How stretching MoS₂ changes its response to an electric field

MoS₂ is a stack of layers. In each layer a sheet of molybdenum lies between two sheets of sulfur, and the layers repeat along z. The dielectric constant tells by what factor the material weakens an electric field inside it. The values here hold for the electrons alone, with the nuclei held still, as they are in a field that alternates too fast for the atoms to follow.

Bulk MoS₂ (space group P6₃/mmc) computed with Ansatz 0.2.0: r2SCAN, PAW potentials, plane waves up to 500 eV, 9×9×2 k mesh, fixed occupations, no spin polarisation or spin–orbit coupling. The dielectric constants come from linear response with the nuclei held still, at geometries from r2SCAN-rVV10.

```
volume (Å³/atom)     c/a  shortest distance (Å)  electronic dielectric xx  electronic dielectric yy  electronic dielectric zz
          15.989  3.9193                  2.370                    14.817                    14.817                     7.816
          16.494  3.9193                  2.379                    14.699                    14.699                     7.187
          17.009  3.9192                  2.387                    14.642                    14.642                     6.644
          17.535  3.9192                  2.395                    14.642                    14.642                     6.173
          18.072  3.9193                  2.403                    14.699                    14.699                     5.764
          18.619  3.9192                  2.412                    14.809                    14.809                     5.404
          19.178  3.9192                  2.420                    14.967                    14.967                     5.092
          19.748  3.9193                  2.429                    15.173                    15.173                     4.814
          20.328  3.9193                  2.438                    15.419                    15.419                     4.569
```

The label xx means a field along the layers, zz a field across them, and yy equals xx by symmetry. The shortest distance is the Mo–S bond. All cell edges grow in the same proportion from row to row, and the atoms have found their best places at each size. The cell at 18.072 Å³/atom is the unstrained one. All geometries were found with r2SCAN plus the rVV10 correction for the van der Waals attraction between layers. The dielectric runs leave this correction out, and their own energy is lowest one row further, at 18.619 Å³/atom.

1. In which direction does the crystal screen better?

Along the layers, in every row. The ratio of xx to zz is 1.9 in the smallest cell and 3.4 in the largest. The anisotropy is therefore large from the start and grows as the crystal is stretched.

A limiting case shows how the layering alone can cause such a difference. Suppose that each layer were a perfect conductor, parted from the next by an empty gap. A field along the layers would find an unbroken conducting path, and the dielectric constant would be infinite. A field across them would be cancelled inside each layer but would survive in every gap, so zz would stay finite. Real MoS₂ layers are insulating, yet the gaps limit zz in the same way.

2. Which part of the crystal takes up the stretch?

Across the layers, the space between them takes it up; in the plane, the layers themselves must stretch. From the first row to the last, each cell edge grows by 8.3%, but the Mo–S bond by only 2.9%. The strong bond resists being lengthened, so it tilts instead. As the Mo atoms move apart sideways, the sulfur sheets sink towards the Mo sheet.

The geometry follows from the table. Each sulfur atom sits above the centre of a triangle of Mo atoms. With a for the cell edge in the plane and d for the bond length, the distance between the two sulfur sheets of one layer is

thickness = 2 √(d² − a²/3)

This thickness shrinks from 3.18 to 3.04 Å, while the gap between sulfur sheets of neighbouring layers opens from 2.79 to 3.42 Å. A uniform stretch of the cell is thus far from uniform inside it.

3. Why does a wider gap lower zz so much?

Across the layers, polarised charge collects on the layer surfaces and opposes the field inside the layer. In the gap there is little to oppose it. The quantity that stays the same through layer and gap is the displacement field D, which here is the field that would act in empty space. Each layer answers to D, however far away its neighbours are.

The answer of a layer can be expressed as a length. Let p be the distance from one layer to the next, which is half the cell edge c. Replace the real layer by a perfectly conducting slab of thickness L that screens equally well. The field is then zero over the length L and equal to D over the remaining p − L. Its average is D(1 − L/p), and since the average field is also D/zz,

1/zz = 1 − L/p

L = p (1 − 1/zz)

If L belongs to the layer alone, one row is enough to predict the others. In the unstrained cell p is 6.218 Å, which gives

L = 6.218 × (1 − 1/5.764) = 5.14 Å

In the largest cell p is 6.467 Å, and the same L gives

zz = 1 / (1 − 5.14/6.467) = 4.87

The full calculation gives 4.57. The estimate has the right direction and most of the size, although it knows of the largest cell only how far apart the layers are.

The formula also shows why zz is so sensitive. What counts is the unscreened remainder p − L, which is only a small part of p. With L fixed, a small percentage change in p changes zz by about zz − 1 times that percentage. In the smallest cell this factor is nearly 7, in the largest between 3 and 4. The curve of zz is therefore steep in compressed cells and flattens in stretched ones. In the limit of layers very far apart, zz tends to 1, the value of empty space.

4. What does the fixed length leave out?

With L taken from the unstrained cell, it accounts for about 71% of the fall of zz between the first and last rows. The share depends on this choice: a longer L, as in the smallest cell, gives more, and a shorter one less. The unstrained cell supplied L and is reproduced by construction, so only the other rows test the idea. In the smallest cell the estimate is too low, 7.2 against 7.8, and in the largest it is too high. Both misses mean that L itself becomes shorter as the cell grows.

Worked out row by row, L falls from 5.21 to 5.05 Å, a loss of 0.15 Å. That is only 3%, but the sensitivity just described turns it into the missing part of the fall. The distance between the sulfur sheets shrinks by almost the same amount, 0.14 Å. L is about 2 Å longer than this distance in every row, as one would expect if the electron clouds reach out beyond the sulfur nuclei and screen there too. If this outer part hardly changes, L should shrink together with the distance between the sheets, and it does.

The agreement does not settle the cause. When the layers move apart, their electron clouds also overlap less, and this may alter L too. A real layer also screens less than a conductor, so L is expected to depend on how polarisable the layer is, and the stretch changes that as well. The close match may therefore be partly accidental. To separate these effects one would have to widen the gap while keeping the layers unchanged, which these rows do not do.

5. Why does xx fall only slightly and then rise?

Along the layers no surface charge stands in the way, and every layer feels the same average field. The contributions of the layers simply add up. If rigid layers were moved apart, the same polarisation would be spread over more volume, and xx − 1 would fall in proportion. To see what the material itself does, one multiplies this dilution away:

polarisability per atom ∝ (xx − 1) × volume

This product rises at every step, from 221 to 293 Å³/atom. The electrons become easier to displace along the layers as the crystal is stretched, and this works against the dilution.

The minimum of xx is the point where the two effects balance. Between the smallest cell and the unstrained one, the volume grows by 13.0% and the product by 12.1%, so dilution wins narrowly. Between the unstrained cell and the largest, the volume grows by 12.5% but the product by 18.4%. The gain in polarisability now wins clearly, and xx rises.

Theory gives a reason for the gain. A field polarises electrons by mixing a little of the empty states into the filled ones, and this is easier when the energy between them is small. Stretching the layer weakens the overlap between neighbouring atoms and brings bonding and antibonding states closer together. The same calculations agree with this: the direct gap, the smallest energy between a filled and an empty state of equal crystal momentum, falls from 2.14 to 1.37 eV. It is only the lowest of very many such energies, so it fits this reason but does not prove it. Its first step, 0.06 eV, is half the next one, 0.12 eV, so in the smallest cell another pair of bands may set it. Nor does it explain why the gain speeds up, which is what makes the minimum: the product grows by 2.3% in the first step and by 4.7% in the last, while from the second row on the direct gap shrinks by about 6% at every step. These rows leave the cause of the speeding up open.

6. Which digits of xx can be trusted?

The calculations state an error of 0.07 to 0.08 for each dielectric constant. The four values from 16.494 to 18.072 Å³/atom differ by less than 0.06 in total. If each row carried its own independent error of this size, the place of the minimum in this range would be open, although the table prints three decimals.

The dip itself is on firmer ground, but not by much. From the smallest cell to the lowest value xx drops by 0.175, about twice the stated error of one row. The later rise of 0.78 is far outside the error, and so is the fall of zz. The values follow a smooth curve, so the error hardly scatters from row to row, and this curve has its minimum between 17.009 and 17.535 Å³/atom. The error could still drift slowly with volume, for example if the k mesh, the set of crystal momenta at which the states are computed, serves a small direct gap less well than a wide one. The mesh also has only two points across the layers, which is expected to matter most for zz in the compressed cells, where the layers interact most. Runs with a finer mesh would show this, but none are at hand.

The stated error is numerical. It does not include the error of the density functional. Nothing in these rows measures that error or tells its sign, so the trends deserve more trust than the absolute values.

7. The band gap is widest close to the minimum of xx. Is it the cause?

It looks like plain cause and effect: a wide gap and a weak response. The fundamental gap, from the highest filled to the lowest empty state, does rise to 1.09 eV at 17.535 Å³/atom and then falls to 0.48 eV in the largest cell. Yet the two states have different crystal momentum. A uniform field supplies no momentum, so it does not mix them, and this gap does not enter the electronic response directly.

The numbers support this argument. From the first row to the fourth the fundamental gap widens by 0.13 eV. If it governed the response, the polarisability per atom should fall over these rows, but it grows by 8%. The direct gap narrows over the same rows, in line with the growth.

The place of the widest gap is itself uncertain. The lowest empty state can lie between the points at which the bands were computed, and the band energies are less well secured in all rows except the unstrained one. The maximum itself comes from a change of state. Up to 17.535 Å³/atom the lowest empty state found has one crystal momentum, and the gap widens from row to row. From the unstrained cell on it has another, and the gap narrows. The values of xx pass through this change smoothly, so the nearness of the two extremes is best read as a coincidence.

8. What would change if the crystal were squeezed only across the layers?

This case is closer to real pressure than the table is, because a layered crystal gives way far more easily between its layers than within them. The two pictures above can be carried over if the layers are taken as rigid. The gap then takes up the whole compression, and L and the in-plane polarisability of a layer stay as they are.

Starting from the unstrained cell, a 1% shorter distance between layers should raise zz by about 5%, since zz − 1 is close to 5. It should raise xx by only about 1%, because the same polarisation is packed into 1% less volume. In the table, shrinking all edges by 1% raises zz by 7% (6.173/5.764 = 1.07), but this takes a volume loss of 3%. For the same loss of volume, squeezing across the layers is thus about twice as effective if L stays fixed, and about three times if L follows the overlap between layers, which question 4 left open.

The in-plane response would also lose its minimum. The minimum needs a polarisability that changes as the layer is stretched, and rigid layers leave only dilution. These are conclusions from the model, and no row with a different c/a is at hand to test them.
